## Coincidence planes versus nodes: collinear and coplanar nodes

### What antisymmetry fixes

For $N$ electrons of the same spin in $d$ dimensions, a real wave function $\Psi(\mathbf r_1,\dots,\mathbf r_N)$ changes sign across its node, a surface of dimension $dN-1$. Antisymmetry forces $\Psi=0$ on the coincidence sets $\mathbf r_i=\mathbf r_j$. Each imposes $d$ conditions and has dimension $dN-d$, which is $d-1$ less than the node.

On an open line ($d=1$) the coincidence planes cut configuration space into $N!$ ordered cells. Every antisymmetric function vanishes on their walls. The lowest state of one cell has one sign, and its antisymmetric continuation is the ground state, so the node is exactly the set of coincidence planes. For $d\ge2$ the separation $\mathbf r_i-\mathbf r_j$ can be rotated into its negative at fixed length. Along this exchange path $\Psi$ changes sign, so it vanishes at a point where no particles coincide.

### Simplex nodes in a trap

We use Hartree atomic units and an isotropic trap,
$$H=\sum_i\left(-\tfrac12\nabla_i^2+\tfrac12\omega^2r_i^2\right)+\sum_{i<j}V(r_{ij}).$$
For $V=0$ the lowest orbitals are $1,x,y,z$ times $e^{-\omega r^2/2}$. A factor common to all orbitals leaves the determinant as a positive product and does not affect the node. Subtracting the first row from the others gives
$$\det[1,z_i]=z_2-z_1,\qquad \det[1,x_i,y_i]=(\mathbf r_{21}\times\mathbf r_{31})_z=2A,\qquad \det[1,x_i,y_i,z_i]=\mathbf r_{21}\cdot(\mathbf r_{31}\times\mathbf r_{41})=6\mathcal V,$$
with $\mathbf r_{ij}=\mathbf r_i-\mathbf r_j$, $A$ the signed area of the triangle (of its $xy$ projection if the particles move in three dimensions) and $\mathcal V$ the signed volume of the tetrahedron.

| orbitals | $N$ | $d$ | node | $dN-1$ | $dN-d$ |
|---|---|---|---|---|---|
| $1,z$ | 2 | 1 | $z_1=z_2$ | 1 | 1 |
| $1,z$ | 2 | 2 | $z_1=z_2$ | 3 | 2 |
| $1,z$ | 2 | 3 | $z_1=z_2$ | 5 | 3 |
| $1,x,y$ | 3 | 2 | collinear | 5 | 4 |
| $1,x,y,z$ | 4 | 3 | coplanar | 11 | 9 |

Two coinciding vertices are only one special way to flatten a simplex.

These nodes survive the interaction, but through spatial symmetry and not through antisymmetry. In the harmonic trap the centre of mass separates and stays in its nodeless ground state. For the triangle and the tetrahedron the internal function is invariant under rotations and odd under reflections. A collinear (coplanar) arrangement is left unchanged by reflection in its own line (plane), which contains the centre of mass, so the function vanishes there. For the pair, with $\mathbf r=\mathbf r_1-\mathbf r_2$ and reduced mass $1/2$, the lowest relative $p$ state is $z\,g(r)$ with $g>0$ for any central $V$. Coulomb repulsion at $\omega=1/4$ gives a closed example, as substitution shows:
$$\left(-\nabla^2+\tfrac14\omega^2r^2+\tfrac1r\right)\psi=0.875\,\psi,\qquad \psi=z\left(1+\tfrac r4\right)e^{-r^2/16}.$$
With $3\omega/2=0.375$ from the centre of mass, $E=1.25$ hartree, and fixed-node diffusion Monte Carlo with the node $z_1=z_2$ is exact for this state. In a two-electron ion of charge $Z$ the common factor is lost. Hydrogenic $1s$ and $2p_z$ orbitals give the curved node $z_1e^{Zr_1/2}=z_2e^{Zr_2/2}$, whose shape depends on the radial functions.

### The pair in one, two and three dimensions

We now ask how much the coincidence set alone achieves for the pair, taking $V=0$. Lengths are in $\ell=\sqrt{2/\omega}$ and energies in $\omega$, so that $H_{\rm rel}=-\tfrac12\nabla^2+\tfrac12r^2$. The nodeless $s$ state has energy $d/2$ and the $p$ state $z\,e^{-r^2/2}$ has $d/2+1$. Two quantities measure the role of the point $\mathbf r=0$.

*Share of the node near coincidence.* If the wall of a nodal cell moves inward by $\zeta$, the cell energy changes to first order by $\tfrac12\int|\partial_n\psi|^2\zeta\,dS$, with $\psi$ normalised in the cell. The natural weight on the node $z=0$ is therefore $|\partial_z\psi|^2\propto e^{-\rho^2}$, where $\boldsymbol\rho$ is the $(d-1)$-dimensional separation within the node. The fraction $w(a)$ of this weight with $\rho<a$ is $1$, $\operatorname{erf}a$ and $1-e^{-a^2}$ for $d=1,2,3$.

*Energy from absorbing walkers only near coincidence.* Replace the node by the condition $\psi=0$ for $r\le a$. The lowest solution depends on $r$ only. Writing its energy as $d/2+\eta$, the solution that decays at infinity is $e^{-r^2/2}U(-\eta/2,\,d/2,\,r^2)$, with $U$ the confluent hypergeometric function of the second kind, and $\eta$ is the smallest root of
$$U\!\left(-\tfrac{\eta}{2},\tfrac d2,a^2\right)=0 .$$
Since the $s$–$p$ gap is one unit, $\eta$ is the fraction of that gap which the constraint recovers. It is a diagnostic and not a bound on the fermion energy: for $d\ge2$ the exterior of the core is connected and the solution is exchange symmetric.

The small-argument forms of $U(\alpha,d/2,a^2)$ give the limits. For $d=3$,
$$U\simeq\frac{\sqrt\pi}{a\,\Gamma(\alpha)}-\frac{2\sqrt\pi}{\Gamma(\alpha-\frac12)}\simeq\frac{\sqrt\pi\,\alpha}{a}+1 ,$$
the last form for small $\alpha=-\eta/2$, using $1/\Gamma(\alpha)\simeq\alpha$ and $\Gamma(-\frac12)=-2\sqrt\pi$. For $d=2$, with $\psi_0$ the digamma function and $\gamma$ Euler's constant,
$$U\simeq-\frac{\ln a^2+\psi_0(\alpha)+2\gamma}{\Gamma(\alpha)}\simeq1-\alpha(\ln a^2+\gamma),$$
using $\psi_0(\alpha)\simeq-1/\alpha-\gamma$. For $d=1$ no new calculation is needed. The function $u=r\psi$ of the three-dimensional $s$ wave obeys the one-dimensional oscillator equation on $r>a$ with $u(a)=0$, so $\tfrac12+\eta_1=\tfrac32+\eta_3$. Hence, with the dimension as subscript,
$$\eta_1=1+\eta_3,\qquad \eta_2\simeq\frac{1}{\ln(1/a)-\gamma/2},\qquad \eta_3\simeq\frac{2a}{\sqrt\pi}.$$
The table lists roots of the full condition.

| $d$ | $w(0.1)$ | $\eta(0.1)$ | $\eta(0.01)$ | $\eta(0.001)$ | $\eta(a\to0)$ |
|---|---|---|---|---|---|
| 1 | 1 | 1.117 | 1.011 | 1.001 | 1 |
| 2 | 0.112 | 0.449 | 0.226 | 0.150 | 0 |
| 3 | 0.00995 | 0.117 | 0.0113 | 0.00113 | 0 |

The limiting forms give $\eta_3(0.1)\simeq0.113$ and $\eta_2(0.001)\simeq0.151$.

### The trend

Both quantities are governed by the codimension $d$ of the coincidence set. The weight $w$ is the measure of a small ball in $d-1$ dimensions and scales as $a^{d-1}$. The energy follows from the cheapest way to pull $\psi$ to zero at $r=a$. Near the core the trap and the energy are negligible and $\psi$ solves Laplace's equation: it is proportional to $r-a$, $\ln(r/a)$ or $1-a/r$ for $d=1,2,3$. In $d=3$ the dip heals within a few $a$ and its gradient energy, $\tfrac12\int_a^\infty(a/r^2)^2\,4\pi r^2dr=2\pi a$ times the contact density $\pi^{-3/2}$, is $2a/\sqrt\pi$. In $d=2$ the dip, normalised to one at $r\sim1$, costs $\pi/\ln(1/a)$ times the contact density $1/\pi$, and it vanishes so slowly that $a$ must be roughly squared to halve $\eta$. In $d=1$ the linear solution never heals, a point is a wall, and the whole gap is recovered. Diffusing walkers in two or three dimensions miss the point $\mathbf r=0$ with probability one, so absorbing them there leaves the boson energy.

The freedom left to the node has the same origin. Write a deformed pair node as $z=\zeta(\boldsymbol\rho)$. Exchange sends $\mathbf r\to-\mathbf r$, so antisymmetry demands only $\zeta(-\boldsymbol\rho)=-\zeta(\boldsymbol\rho)$. In $d=1$ there is no $\boldsymbol\rho$ and $\zeta=0$. In $d=3$ an arbitrary odd function of two variables remains. Oddness cancels the first-order integral against the even weight $e^{-\rho^2}$, so the fixed-node error begins at second order in $\zeta$. The simplest deformation, a tilt to $\mathbf n\cdot\mathbf r=0$, costs nothing in the isotropic trap, because it is the node of a degenerate $p$ orbital along $\mathbf n$. In a trap with $\omega_x=\omega_y=\omega_\perp>\omega_z$ and $V=0$, the node $z_1=z_2$ is exact, while $x_1=x_2$, equally antisymmetric and equally containing the coincidence set, gives an energy higher by $\omega_\perp-\omega_z$. As $\omega_\perp/\omega_z$ grows, the populated part of the node shrinks to $\rho\sim\sqrt{2/\omega_\perp}$, small against the axial length $\sqrt{2/\omega_z}$, and the one-dimensional case is approached.

The values of $w$ and $\eta$ belong to the non-interacting model. In $d=3$ the Coulomb term has $\langle 1/r\rangle=2/(\sqrt\pi\ell)$ in the $s$ state and $4/(3\sqrt\pi\ell)$ in the $p$ state. To first order it lowers the gap by $2/(3\sqrt\pi\ell)$, a fraction $0.27/\sqrt{\omega}$ with $\omega$ in hartree. At $\omega=1$ hartree this exceeds every $\eta_3$ in the table, so the entries are quantitative for electrons only when $\omega\gg1$ hartree. The node $z_1=z_2$ and the limit $\eta_3\to0$ do not depend on this term.

A complex orbital moves the constraint from the zero set to the phase. In $d=2$ the relative state $(x+iy)e^{-r^2/2}$ vanishes only at coincidence, where absorption contributes nothing. Its phase is the polar angle $\varphi$, and the fixed-phase potential $\tfrac12|\nabla\varphi|^2=1/(2r^2)$ raises the energy of the nodeless amplitude $r\,e^{-r^2/2}$ to $2$, the full $d/2+1$.